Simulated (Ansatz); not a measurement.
# Ligand exchange: Sn(CH3)3Br + C4H10 → Sn(CH3)4 + C3H7Br

Gas-phase species: Sn(CH3)3Br (trimethyltin bromide), singlet; C4H10 (butane) `CCCC`, singlet; Sn(CH3)4, singlet; C3H7Br (1-bromopropane) `CCCBr`, singlet. The partners trade Br for CH3: Sn–Br and C–CH3 bonds give way to Sn–CH3 and C–Br.

Shapes, held fixed at every level: PBE0-D4/def2-TZVP. Flexible molecules stand in one conformer, not always the lowest. Programs: Ansatz 0.2.0. Electronic energies: no zero-point or thermal term.

Estimate ΔE of this reaction.

The highest level, CCSD(T)/def2-TZVPP, gives ΔE = +143.5 kJ/mol; the levels span +143.5 to +154.4. The column of differences is taken from that level and isn't an error. No measured value is set beside it here. For atoms past krypton def2 sets carry core potentials with scalar relativity. Relativity is left out for Br. Outer-core shells of Br, Sn are correlated, in sets that cover them unevenly.

| level | kind | ΔE (kJ/mol) | less CCSD(T)/def2-TZVPP |
| --- | --- | --- | --- |
| PBE-D4/def2-TZVPP | GGA | +145.9 | +2.4 |
| r2SCAN-D4/def2-TZVPP | meta-GGA | +154.4 | +10.9 |
| PBE0-D4/def2-TZVPP | global hybrid | +153.5 | +10.0 |
| wB97X-V/def2-TZVPP | range-separated hybrid | +153.1 | +9.6 |
| B2PLYP/def2-TZVPP | double hybrid | +151.5 | +8.0 |
| MP2/def2-TZVPP | perturbation theory | +144.9 | +1.4 |
| CCSD(T)/def2-TZVPP | coupled cluster or CI | +143.5 | 0.0 |

The exchange is strongly uphill at every level, and the spread between methods is small beside the reaction energy, so its direction is secure. Both halves of the swap work against it. Bromine gives up a strong, highly polar bond to electropositive tin for a less polar and weaker one to carbon. Meanwhile, a compact, well-overlapping C–C bond is traded for a Sn–C bond, in which the diffuse valence orbitals of tin overlap less well with carbon.

The energies don't converge steadily with the sophistication of the functional: PBE lies close to CCSD(T), while r2SCAN and the hybrids lie higher. PBE's agreement therefore probably owes something to cancellation between the errors for the two exchanged bond pairs.

Read backwards, the reaction is the net change of a Stille-type alkyl coupling, whose driving force is the joint formation of Sn–Br and C–C bonds. With equal numbers of gas molecules on both sides, entropy is unlikely to overturn that preference. The energies say nothing about the barrier, which in practice calls for a transition-metal catalyst.
